Tungsten diselenide is built of strong layers with only weak forces between them, so the naive expectation is that a change of volume mostly works on the gaps. The gaps would close under compression and open under expansion, while the layers themselves stayed nearly as they were. With layers bound as weakly as in the calculation below, the energy should then change little, even for volume changes of up to about 9 %. In fact it changes a good deal, and the reason lies in how the volume was changed.

Ansatz 0.2.0 calculations for WSe₂ (P6_3/mmc) with PBE, no dispersion correction, no spin polarization, PAW, a 420 eV plane-wave cutoff, a 12×12×2 k mesh and 0.02 eV Gaussian smearing. All cell edges were strained equally and held while the atoms relaxed to 0.008 eV/Å. Energies are relative to solid W and Se in PBE; positive pressure means compression.

| volume (relaxed cell) (Å³/atom) | c/a (relaxed cell) | shortest distance (relaxed cell) (Å) | energy over elements (eV/atom) | pressure (GPa) |
| --- | --- | --- | --- | --- |
| 21.857 | 4.5299 | 2.530 | -0.533 | 4.550 |
| 22.540 | 4.5299 | 2.536 | -0.548 | 2.860 |
| 23.237 | 4.5299 | 2.542 | -0.558 | 1.340 |
| 24.674 | 4.5299 | 2.555 | -0.558 | -1.210 |
| 25.414 | 4.5299 | 2.561 | -0.550 | -2.300 |
| 26.168 | 4.5299 | 2.568 | -0.536 | -3.290 |

The ratio c/a, the height of the cell over its in-plane edge, is the same in every row. It was imposed: all edges were shortened or lengthened by the same fraction, up to 3 % either way, and only the atoms inside the cell were free to move. The soft direction therefore could not give way in place of the stiff one. Each layer had to be squeezed or stretched in its own plane, whatever that cost.

Two springs fixed side by side between the same pair of plates behave in this way. When the plates move, both springs change length equally, and the stiff one takes nearly all the load. Hung one below the other, the same springs would each carry the full load, and the soft one would do most of the stretching. The picture holds only for who carries the load, because in the crystal the two directions are at right angles and are linked by the shape of the layer.

The stresses of the same runs show how uneven the load is. In the most compressed cell the stress is 6.70 GPa in the plane but only 0.25 GPa along c, and the tabulated pressure is the average over the three directions. In every row less than 2 % of the work of a small further strain is done along c. The exact values of the small stress are uncertain, since the stresses were converged loosely, but its smallness is clear.

The stress along c is small because any force in that direction has to cross the gap between layers. The atoms have relaxed until they feel almost no net force, so a layer cannot hold a load along c that the gap does not pass on. Here the gap passes on very little, because the PBE functional without a dispersion correction hardly binds the layers and leaves them too far apart. A real crystal would resist more along c, so the share found here belongs to this level of theory.

What remains is the response of a single layer, a sheet of tungsten between two sheets of selenium. Half its thickness $h$ follows from the W–Se distance $d$ and the in-plane edge $a$ through $d^2 = a^2/3 + h^2$. When the edge grows, the selenium sheets can move inwards and spare the bonds. From the first row to the last the edge grows by 6.2 %, but the bond by only 1.5 %.

This flattening has a price of its own, since it bends the angles between the bonds. If the bonds had kept their length exactly, the layer would have become 0.27 Å thinner over the series; it became 0.15 Å thinner. The layer thus settles on a compromise between stretched bonds and bent angles. How the energy divides between the two cannot be read from these results.

The layer can now be treated as one spring. Let $E$ be the energy per atom, $V$ the volume per atom, $p$ the pressure and $e$ the common strain of all edges, counted from the undeformed cell. Since $V$ grows as $(1+e)^3$ and $p = -dE/dV$,

$$\frac{dE}{de} = -\frac{3pV}{1+e}.$$

For an ideal spring this slope is proportional to the strain, measured from the length at rest.

The two middle rows, at strains of −1 % and +1 %, fix such a spring. With 1 eV/Å³ = 160.2 GPa, their slopes are

$$-\frac{3\times1.34\times23.237}{0.99\times160.2} = -0.589\ \text{eV}, \qquad \frac{3\times1.21\times24.674}{1.01\times160.2} = 0.554\ \text{eV}$$

per atom. The stiffness is their difference over the difference in strain, $(0.554+0.589)/0.02 \approx 57.1$ eV per atom.

The most compressed cell, which played no part in this, lies a further 2 % down in strain. Its slope should be $-0.589 - 57.1\times0.02 = -1.731$ eV per atom, and its pressure

$$p = \frac{1.731\times0.97\times160.2}{3\times21.857} \approx 4.10\ \text{GPa}.$$

The table has 4.55 GPa, so the ideal spring comes out about 10 % too low. At the stretched end it errs the other way and gives a tension about 8 % too strong.

Both misses say that the layer is stiffer when squeezed than when stretched. Between the first pair of rows and the last, its stiffness falls by 28 %. A plausible cause is that the repulsion between overlapping electron shells rises steeply as atoms approach, while the attraction fades as they part. That is an argument from general bonding physics; the calculation shows the softening but does not single out its source.

The softening also helps to make the two ends of the table lopsided. Equal strains of 3 % give a pressure of 4.55 GPa on one side and a tension of only 3.29 GPa on the other. Part of this difference is plain geometry, for even the ideal spring gives a larger pressure where the volume is smaller. The energy is lopsided too, with the compressed end nearly 4 meV per atom above the stretched one before the energies are rounded for the table.

A spring with one softening term, fitted to the pressures of all six rows, reproduces these energies to within about 0.6 meV per atom once their common level is set; the output after this text gives the details. Because pressure is by definition the slope of the energy, this shows that the two columns agree with each other. It does not prove the microscopic picture. The energies themselves are counted from solid tungsten and selenium, a choice that moves all rows together and leaves the shape of the curve alone.

Two features in the middle look irregular and are not. The pressure makes its largest drop there, from 1.34 to −1.21 GPa, but the volume step is also about twice as long as the others; per unit of volume the drop fits smoothly between its neighbours. The two middle energies are equal as printed because these cells lie on opposite sides of the minimum. The fitted spring puts zero pressure at about 23.95 Å³ per atom, which is the volume of the undeformed cell; the table does not list that cell.

For practical use, the decisive point is what is held fixed. A fluid presses equally on all faces and lets each edge respond as it will, so the weak direction would shrink most, as the naive picture says. Here the edges were prescribed, and the stiff direction set the cost. The slope of pressure against volume in this table is therefore a measure of the layers' in-plane stiffness, and it should not be used to work out how far the material shrinks in a pressure vessel.

The analysis program printed:

```
Geometry:
     row  edge_a_A  layer_thickness_A  gap_between_layers_A  bond_to_plane_deg
  21.857     3.221               3.43                 3.866              42.68
   22.54     3.255              3.406                 3.965              42.19
  23.237     3.288              3.381                 4.065              41.69
  24.674     3.354              3.333                 4.264              40.72
  25.414     3.387              3.307                 4.365              40.21
  26.168     3.421              3.283                 4.464              39.73
fit of G on 6 rows: constant 0.001478 +/- 0.0064, coefficient of eps 57.88 +/- 0.17, coefficient of e2 -199.1 +/- 11; rms 0.00641, worst 23.237 -0.00831, leave-one-out rms 0.0178
Response:
     row  work_along_c_percent  stiffness_from_row_above_eV  pressure_slope_GPa_per_A3  Hooke_pressure_GPa  softening_pressure_GPa  softening_energy_eV
  21.857                 1.811                          n/a                        n/a               4.104                   4.537              -0.5329
   22.54                 1.723                         68.8                     -2.474               2.694                   2.869              -0.5486
  23.237                  1.12                        64.28                     -2.181                1.34                   1.359              -0.5577
  24.674                0.1657                        57.12                     -1.775               -1.21                  -1.225              -0.5578
  25.414                0.4345                        51.95                     -1.473              -2.411                  -2.314              -0.5496
  26.168                0.4764                        49.21                     -1.313              -3.565                  -3.276              -0.5364
growth of edge a, first to last row, percent: 6.184
growth of W-Se bond, first to last row, percent: 1.502
thinning of the layer, first to last row, A: 0.1474
thinning if the bond kept its first length, A: 0.2676
widening of the gap between layers, A: 0.5986
volume at zero pressure from softening spring, A3/atom: 23.95
fall of stiffness from first to last interval, percent: 28.48
energy of first row above last row, table, meV/atom: 3
the same from the softening spring, meV/atom: 3.496
largest energy miss of softening spring, meV/atom: 0.5945
```
